# Diffraction in time: the Moshinsky shutter

## Statement

**Premises.**

1. One particle of mass $m$ moves along $x$ and obeys the nonrelativistic Schrödinger equation. Spin is a spectator.
2. For $t<0$ a monoenergetic beam of wave number $k>0$ falls from the left on a perfectly absorbing shutter at $x=0$. At $t=0$ the state is $\psi(x,0)=e^{ikx}\theta(-x)$, where $\theta$ is the unit step. The incident density is the unit of density.
3. The shutter is removed instantaneously at $t=0$, and for $t>0$ the Hamiltonian is $H=p^2/2m$.

**Notation.** $v=\hbar k/m$, $E=\hbar\omega=\hbar^2k^2/2m$, $\sqrt{i}=e^{i\pi/4}$. The Fresnel integrals are $C(u)=\int_0^u\cos(\pi s^2/2)\,ds$ and $S(u)=\int_0^u\sin(\pi s^2/2)\,ds$. The Fresnel length, the Fresnel time and the scaled distance behind the classical front $x=vt$ are

$$\ell=\sqrt{\frac{\pi\hbar t}{m}},\qquad \tau_F=\frac{\ell}{v}=\sqrt{\frac{\pi\hbar t}{2E}},\qquad u=\frac{vt-x}{\ell}.$$

**Result.** For $t>0$ and all $x$,

$$\psi(x,t)=e^{i(kx-\omega t)}\phi(u),\qquad \phi(u)=\frac{1-i}{2}\Big[C(u)+\tfrac12+i\big(S(u)+\tfrac12\big)\Big],\tag{1}$$

$$\rho(u)=|\psi|^2=\tfrac12\Big[\big(C(u)+\tfrac12\big)^2+\big(S(u)+\tfrac12\big)^2\Big].\tag{2}$$

Classical particles would give $\rho=\theta(u)$. The quantum density has these properties.

- At the classical front $\rho=1/4$ and $d\rho/du=1/2$.
- Ahead of the front ($u<0$) it falls monotonically, as $1/(2\pi^2u^2)$ far out.
- Behind the front it overshoots to $1.370$ at $u=1.2172$ and then oscillates about 1 with amplitude $\sqrt2/(\pi u)$.
- The pattern depends on $x$ and $t$ only through $u$, so every fringe width grows as $\sqrt{\hbar t/m}$. The main fringe, taken between the first two points with $\rho=1$, is $0.838\,\ell$ wide.

Equation (2) has the form of the Fresnel pattern of light behind a straight edge. A detector at fixed $x$ records it as a function of time, whence the name given by Moshinsky (1952).

**Extension.** If the gate opens with rms time $\tau_g$ and the beam has an incoherent rms energy spread $\sigma_E$, the interference term is governed by

$$\Sigma^2=\frac{\tau_g^2+(t\sigma_E/2E)^2}{\tau_F^2}\ \ge\ \frac{2\tau_g\sigma_E}{\pi\hbar},\tag{3}$$

with equality at $t=2E\tau_g/\sigma_E$. The fringe at $u$ is resolved only if $\pi u\Sigma\lesssim1$.

## Proof

### Step 1: the free propagator

The propagator is $K(x-y,t)=\langle x|e^{-iHt/\hbar}|y\rangle$. Inserting the plane waves $\langle x|q\rangle=e^{iqx}/\sqrt{2\pi}$, which diagonalise $H$ with eigenvalue $\hbar^2q^2/2m$, gives

$$K(X,t)=\int_{-\infty}^{\infty}\frac{dq}{2\pi}\,e^{iqX-Aq^2},\qquad A=\frac{i\hbar t}{2m}.$$

For $\mathrm{Re}\,A>0$, completing the square yields $\int e^{iqX-Aq^2}dq=\sqrt{\pi/A}\,e^{-X^2/4A}$, with the root of positive real part. Giving $t$ a small negative imaginary part puts $A$ in this domain, and the limit to real $t>0$ is

$$K(X,t)=\sqrt{\frac{m}{2\pi i\hbar t}}\,\exp\!\Big(\frac{imX^2}{2\hbar t}\Big).\tag{4}$$

The exponent is $i/\hbar$ times the action of the straight path that covers $X$ in time $t$.

### Step 2: the shutter integral

By linearity,

$$\psi(x,t)=\int_{-\infty}^0K(x-y,t)\,e^{iky}\,dy.$$

The initial state is not normalisable. It is defined as the limit $\eta\to0^+$ of $e^{(ik+\eta)y}\theta(-y)$, a beam of finite length $1/\eta$, for which the integral converges absolutely. One integration by parts, as in Step 4, leaves a remainder with integrand bounded by a multiple of $1/y^2$ uniformly in $\eta$, so the limit exists and equals the conditionally convergent integral at $\eta=0$.

The total phase is quadratic in $y$. Since $(y-x+vt)^2=(y-x)^2+2vty-2vtx+v^2t^2$ and $mv/\hbar=k$,

$$\frac{m(x-y)^2}{2\hbar t}+ky=\frac{m(y-x+vt)^2}{2\hbar t}+kx-\omega t .$$

The phase is stationary at $y=x-vt$, the starting point of the classical particle that reaches $x$ at time $t$. Put $s=(y-x+vt)/\ell$. Then the first term on the right is $\pi s^2/2$, $dy=\ell\,ds$, the upper limit $y=0$ becomes $s=u$, and the prefactor is $\ell\sqrt{m/2\pi i\hbar t}=1/\sqrt{2i}=(1-i)/2$. Hence

$$\phi(u)=\frac{1-i}{2}\int_{-\infty}^ue^{i\pi s^2/2}\,ds.\tag{5}$$

### Step 3: Fresnel and error-function forms

On the ray $s=e^{i\pi/4}r$ the integrand is $e^{-\pi r^2/2}$. It is entire, and the arc at infinity between this ray and the real axis contributes nothing, so $\int_0^\infty e^{i\pi s^2/2}ds=e^{i\pi/4}/\sqrt2=(1+i)/2$. The integrand is even, so $\int_{-\infty}^0$ has the same value. Splitting (5) at $s=0$ gives (1), and $|(1-i)/2|^2=1/2$ gives (2). As $u\to+\infty$, $\phi\to(1-i)(1+i)/2=1$, and as $u\to-\infty$, $\phi\to0$. For $t\to0^+$ at fixed $x\ne0$, $u\to\mp\infty$ for $x\gtrless0$, so the initial state is recovered.

The substitution $w=\sqrt{\pi}(1-i)s/2$, for which $w^2=-i\pi s^2/2$, turns (5) into

$$\phi=1-\chi,\qquad \chi(u)=\tfrac12\,\mathrm{erfc}(z),\qquad z=\frac{\sqrt\pi(1-i)u}{2}=\frac{vt-x}{\sqrt{2i\hbar t/m}}.\tag{6}$$

Because $\mathrm{erfc}(-z)=2-\mathrm{erfc}(z)$, also $\phi(-u)=\chi(u)$. The function $M(x,k,t)=\tfrac12e^{i(kx-\omega t)}\mathrm{erfc}(-z)$ is the solution (1).

At $u=0$, $\phi=1/2$: the edge cuts the stationary-phase region in half. The amplitude is halved and the density is $1/4$.

### Step 4: edge wave and asymptotic forms

For $u>0$ let $\vartheta=\pi u^2/2$ and define real functions $f,g$ by $\int_u^\infty e^{i\pi s^2/2}ds=(g+if)e^{i\vartheta}$, so that $\chi=\tfrac{1-i}{2}(g+if)e^{i\vartheta}$. Writing $e^{i\pi s^2/2}=(i\pi s)^{-1}\frac{d}{ds}e^{i\pi s^2/2}$ and integrating by parts twice gives $f\simeq1/(\pi u)$ and $g\simeq1/(\pi^2u^3)$.

These values are upper bounds. For real $z>0$, shifting the variable in erfc gives $e^{z^2}\mathrm{erfc}\,z=\frac{2}{\sqrt\pi}\int_0^\infty e^{-y^2-2zy}dy$. Insert $e^{-2zy}=\frac{z}{\pi}\int_{-\infty}^\infty\frac{\cos 2ry}{r^2+z^2}dr$ and use $\int_0^\infty e^{-y^2}\cos 2ry\,dy=\frac{\sqrt\pi}{2}e^{-r^2}$. The result, $e^{z^2}\mathrm{erfc}\,z=\frac{2z}{\pi}\int_0^\infty\frac{e^{-r^2}}{r^2+z^2}dr$, is analytic for $\mathrm{Re}\,z>0$ and holds there. From (6), $g+if=\frac{1+i}{2}e^{z^2}\mathrm{erfc}\,z$ with $z^2=-i\vartheta$ and $(1+i)z=\sqrt{2\vartheta}$, so

$$g+if=\frac{\sqrt{2\vartheta}}{\pi}\int_0^\infty\frac{r^2+i\vartheta}{r^4+\vartheta^2}\,e^{-r^2}dr.\tag{7}$$

Both functions are positive. Dropping $r^4$ from the denominator increases the integrands, which proves $0<f<1/(\pi u)$ and $0<g<1/(\pi^2u^3)$.

Expanding $|1-\chi|^2$ for $u>0$, and using $\phi(-u)=\chi(u)$ for the shadow side,

$$\rho(u)=1-(f+g)\cos\vartheta+(f-g)\sin\vartheta+\tfrac12(f^2+g^2),\qquad \rho(-u)=\tfrac12(f^2+g^2).\tag{8}$$

With $\sin\vartheta-\cos\vartheta=\sqrt2\sin(\vartheta-\pi/4)$ the leading terms are

$$\rho(u)=1+\frac{\sqrt2}{\pi u}\sin\!\Big(\frac{\pi u^2}{2}-\frac\pi4\Big)+\frac{1}{2\pi^2u^2}+O(u^{-3}),\qquad \rho(-u)\simeq\frac{1}{2\pi^2u^2}.\tag{9}$$

The phase of the $\chi$ term in $\psi$ is $kx-\omega t+\vartheta=mx^2/2\hbar t$ up to a constant. This is the phase of $K(x,t)$: a wave emitted at the edge at $t=0$, with local wave number $mx/\hbar t=k-\pi u/\ell$. The fringes are the beat of this edge wave with the plane wave. Ahead of the front only the edge wave is present, and nothing oscillates in the density.

### Step 5: extrema and widths

Differentiating (2), $\rho'(u)=(C+\tfrac12)\cos\vartheta+(S+\tfrac12)\sin\vartheta$, which is $1/2$ at $u=0$. For $u>0$ the definition of $f$ and $g$ reads $\tfrac12-C=g\cos\vartheta-f\sin\vartheta$ and $\tfrac12-S=f\cos\vartheta+g\sin\vartheta$. Substitution gives

$$\rho'(u)=\sqrt2\sin(\vartheta+\pi/4)-g(u),\qquad \rho'(-u)=g(u)>0,\tag{10}$$

where the second relation uses that $C$ and $S$ are odd. It proves the monotonic fall in the shadow. Extrema behind the front solve $\sqrt2\sin(\vartheta+\pi/4)=g$. For small $g$ the roots are $u^2\simeq3/2+2n$, maxima for even $n$ and minima for odd $n$. Numerical solution gives:

| extremum | $u$ | $\sqrt{3/2+2n}$ | $\rho$ |
|---|---|---|---|
| first maximum | 1.2172 | 1.2247 | 1.370 |
| first minimum | 1.8725 | 1.8708 | 0.778 |
| second maximum | 2.3445 | 2.3452 | 1.199 |

No later maximum exceeds the first: $\rho\le(1+|\chi|)^2$ with $|\chi|^2=(f^2+g^2)/2$, and the bounds from (7) give $\rho<1.26$ for all $u\ge1.8725$.

The density crosses 1 at $u=0.778$ and $u=1.616$, so the main fringe has width $0.838\,\ell$. A fixed value of $u$ lies at $x=vt-u\ell$, so all spacings scale with $\ell\propto\sqrt{\hbar t/m}$. Far behind the front the local period follows from $\Delta\vartheta=2\pi$ and is $2\ell/u$. At a fixed detector $x=L$, with $t_0=L/v$, $u=(t-t_0)/\tau_F(t)$. Evaluating $\tau_F$ at $t_0$ is correct to relative order $(t-t_0)/2t_0$. Relative to the flight time the pattern shrinks as $\tau_F/t=\sqrt{\pi\hbar/2Et}$, which is the classical limit.

### Step 6: current and type of shutter

A detector counts the current $j=(\hbar/m)\,\mathrm{Im}(\psi^*\partial_x\psi)=v\rho+(\hbar/m)\,\mathrm{Im}(\phi^*\partial_x\phi)$. From (5), $|\partial_x\phi|=1/(\sqrt2\ell)$ everywhere, so

$$|j/v-\rho|\le\frac{|\phi|}{\sqrt2\,k\ell},\qquad k\ell=\frac{\pi vt}{\ell}=\sqrt{\frac{2\pi Et}{\hbar}}.\tag{11}$$

A shutter with reflection amplitude $R$ prepares $(e^{ikx}+Re^{-ikx})\theta(-x)$, which evolves into $M(x,k,t)+RM(x,-k,t)$. The combination with $R=1$ also solves a different problem for $x>0$. It vanishes there at $t=0^+$, and at $x=0$ it equals $\tfrac12e^{-i\omega t}[\mathrm{erfc}(-z)+\mathrm{erfc}(z)]=e^{-i\omega t}$, so it describes a source switched on at the origin. Near $x=vt$ the second term is a shadow tail with scaled distance $-2vt/\ell$. By (9) its modulus is $\ell/(2\sqrt2\pi vt)=1/(2\sqrt2k\ell)$, and it changes the density by at most about $|R||\phi|/(\sqrt2k\ell)$. For $k\ell\gg1$ all these versions give the pattern (2).

### Step 7: finite opening time

Let the gate multiply the amplitude at $x=0$ by the real factor $\tfrac12\mathrm{erfc}(-t'/\sqrt2\tau_g)$, a step smoothed by a Gaussian of rms width $\tau_g$. A slice that passes at $t'$ is at $x=-vt'$ when referred to $t=0$, so the equivalent initial state is $e^{ikx}\,\tfrac12\mathrm{erfc}(x/\sqrt2a)$ with $a=v\tau_g$. This mapping neglects dispersion during the opening. For envelope wave numbers up to $1/a$ the neglected phase is $\hbar\tau_g/2ma^2=\hbar/4E\tau_g$.

Write $\psi=e^{i(kx-\omega t)}\Phi(\xi,t)$ with $\xi=x-vt$. The Schrödinger equation becomes $\partial_t\Phi=(i\hbar/2m)\,\partial_\xi^2\Phi$, a diffusion equation with imaginary constant. The function $\tfrac12\mathrm{erfc}(\xi/\sqrt{2V})$ satisfies $\partial_V\Phi=\tfrac12\partial_\xi^2\Phi$, as differentiation shows. Thus $V=a^2+i\hbar t/m$ solves the problem exactly. In units of $\ell$, with $\alpha=a/\ell=\tau_g/\tau_F$,

$$\Phi=1-\chi_{\alpha^2}(u),\qquad \chi_{b}(u)=\tfrac12\,\mathrm{erfc}\!\Big(\frac{u}{\sqrt{2(b+i/\pi)}}\Big).\tag{12}$$

For $b=0$ this is (6).

### Step 8: energy spread

The density operator of a stationary beam commutes with $H$. For right-moving particles it is therefore diagonal in $k$, and densities, not amplitudes, are averaged. Take a Gaussian distribution of rms width $\sigma_E\ll E$. Then $\sigma_v=\sigma_E/mv$, $\ell$ at fixed $t$ does not depend on $k$, and $a$ changes only by the relative amount $\sigma_E/2E$. At fixed $(x,t)$ the variable $u$ is Gaussian with rms width $\beta=\sigma_vt/\ell=t\sigma_E/(2E\tau_F)$. The average is

$$\bar\rho=1-2\,\mathrm{Re}\langle\chi_{\alpha^2}\rangle+\langle|\chi_{\alpha^2}|^2\rangle .$$

Convolution with a Gaussian of variance $\beta^2$ is the solution operator of $\partial_b\chi=\tfrac12\partial_u^2\chi$ over the interval $\beta^2$, and $\chi_b$ obeys this equation. Therefore $\langle\chi_{\alpha^2}\rangle=\chi_{\Sigma^2}$ with $\Sigma^2=\alpha^2+\beta^2$, which is the expression in (3), and

$$\bar\rho(u)=1-2\,\mathrm{Re}\,\chi_{\Sigma^2}(u)+\langle|\chi_{\alpha^2}|^2\rangle.\tag{13}$$

The coherent soft edge and the incoherent spread enter the interference term only through their sum. For large argument the representation in Step 4 gives $\mathrm{erfc}\,z\simeq e^{-z^2}/\sqrt\pi z$. With $z^2=u^2/2(\Sigma^2+i/\pi)$ the modulus of the exponential is

$$D(u)=\exp\!\Big[-\frac{\pi^2u^2\Sigma^2}{2(1+\pi^2\Sigma^4)}\Big].\tag{14}$$

For $\pi\Sigma^2\ll1$ this is $e^{-(\pi u\Sigma)^2/2}$. Since $t=2E\tau_F^2/\pi\hbar$, one has $\beta=\sigma_E\tau_F/\pi\hbar$ and $\alpha\beta=\tau_g\sigma_E/\pi\hbar$, independent of $t$. The inequality $\alpha^2+\beta^2\ge2\alpha\beta$ gives the bound in (3), and equality $\alpha=\beta$ means $t\sigma_E/2E=\tau_g$. At shorter flight times the gate is too slow for the fringes, and at longer ones the velocity spread washes them out. A Gaussian jitter of the opening time also shifts $u$ incoherently and adds its variance to the numerator of (3).

### Step 9: a gate that closes again

If a sharp gate stays open for a time $T$, the initial state is $e^{ikx}$ on $-vT<x<0$. The lower limit in (5) becomes $u-w$ with $w=T/\tau_F$, and the envelope is $\phi(u)-\phi(u-w)$. For $w\gg1$ the two edge patterns separate, and the closing edge adds to the opening pattern an amplitude $1/[\sqrt2\pi(w-u)]$. For $w\ll1$ put $s=u_c+r$ with $u_c=u-w/2$ and $|r|<w/2$, and drop $\pi r^2/2\le\pi w^2/8$. The integral is elementary:

$$\rho\simeq\frac{w^2}{2}\left[\frac{\sin(\pi u_cw/2)}{\pi u_cw/2}\right]^2.\tag{15}$$

The first zeros, $u_c=\pm2/w$, lie at $2\ell^2/vT$ from the centre. They correspond to a velocity offset $2\pi\hbar/mvT$, that is an energy offset $h/T$. There is no overshoot in this limit.

## Range of validity

Equations (1) and (2) are exact under the three premises. For a real beam they hold near the front when the following conditions are met.

- **Flight time.** $k\ell\gg1$, that is $Et\gg\hbar$. Otherwise the current differs from $v\rho$ and the type of shutter matters, by (11).
- **Gate and beam.** $\pi u\Sigma\ll1$ for the fringes of interest, which requires $\tau_g\sigma_E\ll\hbar$, and an open time $T\gg\tau_F$. The gate must modulate the amplitude only. A time-dependent phase impressed by the gate is an energy modulation and is outside the model.
- **Far tails.** The sharp edge has Fourier amplitude proportional to $1/(q-k)$ and so an infinite energy variance. The $u^{-2}$ tail, which extends beyond $x=ct$, reflects this idealisation. A finite $a$ cuts it off through (14) with $\Sigma=\alpha$.
- **Relativity.** With $\gamma=1+E/mc^2$ the group velocity is $c\sqrt{1-\gamma^{-2}}\simeq v(1-3E/4mc^2)$, and the curvature of the dispersion is $d^2E/dp^2=1/\gamma^3m$. The front is delayed by $3Et/4mc^2$ and $\ell$ is multiplied by $\gamma^{-3/2}$. The delay grows as $t$ and $\tau_F$ as $\sqrt t$, so the relativistic velocity must be used for absolute timing on long paths. The cubic term of the dispersion, $d^3E/dp^3\simeq-3p/m^3c^2$, has the ratio $(v/c)^2|q-k|/k$ to the quadratic term.
- **One dimension.** Free motion separates, so the transverse state factors out. A direction at angle $\varphi$ to the axis delays arrival by $t\varphi^2/2$, which must stay below the time resolution sought.
- **Independent particles.** Coulomb interaction between electrons, stray fields and scattering in flight are neglected. The pattern is built up from repeated single-electron events.

## Numerical illustration: 100 eV electrons, femtosecond gate

Assumed inputs: $E=100$ eV, rms opening time $\tau_g=1$ fs, incoherent rms spread $\sigma_E=0.1$ eV before the gate, no jitter. All results are those of this model.

**Scales.** $v=5.931$ nm/fs, $k=51.23$ nm$^{-1}$, and the wavelength is $0.1226$ nm. The best flight time is $t=2E\tau_g/\sigma_E=2000$ fs, a path of $11.86$ µm. There $\ell=26.97$ nm, $\tau_F=4.547$ fs and $k\ell=1382$.

**Ideal pattern.** Positions are given behind the front at fixed $t$, and as delays $u\tau_F$ at a fixed detector, where the linearisation is good to 0.3 per cent.

| feature | distance (nm) | delay (fs) |
|---|---|---|
| first maximum | 32.8 | 5.5 |
| first minimum | 50.5 | 8.5 |
| second maximum | 63.2 | 10.7 |
| width of main fringe | 22.6 | 3.8 |

**Neglected terms.** The counter-running term has modulus $2.6\times10^{-4}$. It and the difference between $j/v$ and $\rho$ each amount to at most $6\times10^{-4}$ in the density. The phase neglected in the gate mapping is $1.6\times10^{-3}$ rad. With $v/c=0.0198$ the relativistic delay of the front is $0.29$ fs, or $0.065\,\tau_F$. It shifts the whole pattern and is comparable with the last figure of the delays if these are counted from the nonrelativistic arrival time. The Fresnel length changes by a fraction $-2.9\times10^{-4}$, and the cubic term has relative size $1\times10^{-6}$ at the first maximum. An angle of 32 mrad delays arrival by 1 fs, so the beam must be collimated well below that.

**Blurred pattern.** The gate and the energy spread are not negligible. Here $\alpha^2=\beta^2=0.0484$ and $\Sigma^2=0.0967$. The terms of (13) at $u=\sqrt{3/2}$, close to the first maximum in both cases, are:

| case | $-2\,\mathrm{Re}\,\chi$ | $\langle\lvert\chi\rvert^2\rangle$ | density |
|---|---|---|---|
| ideal | 0.340 | 0.030 | 1.370 |
| blurred | 0.156 | 0.017 | 1.17 |

The interference term keeps a fraction 0.46 of its ideal value. The asymptotic factor (14) gives $D=0.52$ at this point, a rough guide only, because $u$ is not large. At $u=\sqrt{11/2}$ it gives $D=0.09$, so the second maximum is almost gone.

**Short gate.** If instead a sharp gate is open for only $T=1$ fs, then at the same flight time $w=0.220$, the dropped phase is $0.019$ rad, and (15) applies. The peak density is $0.024$, and the first zeros lie 245 nm from the centre, which corresponds to $h/T=4.14$ eV. The velocity spread blurs positions by only $\sigma_vt=5.9$ nm, so this wide pattern survives. The edge pattern needs a gate that opens within about a femtosecond and stays open for many $\tau_F$; for the assumed inputs the model's overshoot is then 1.17 in place of 1.37.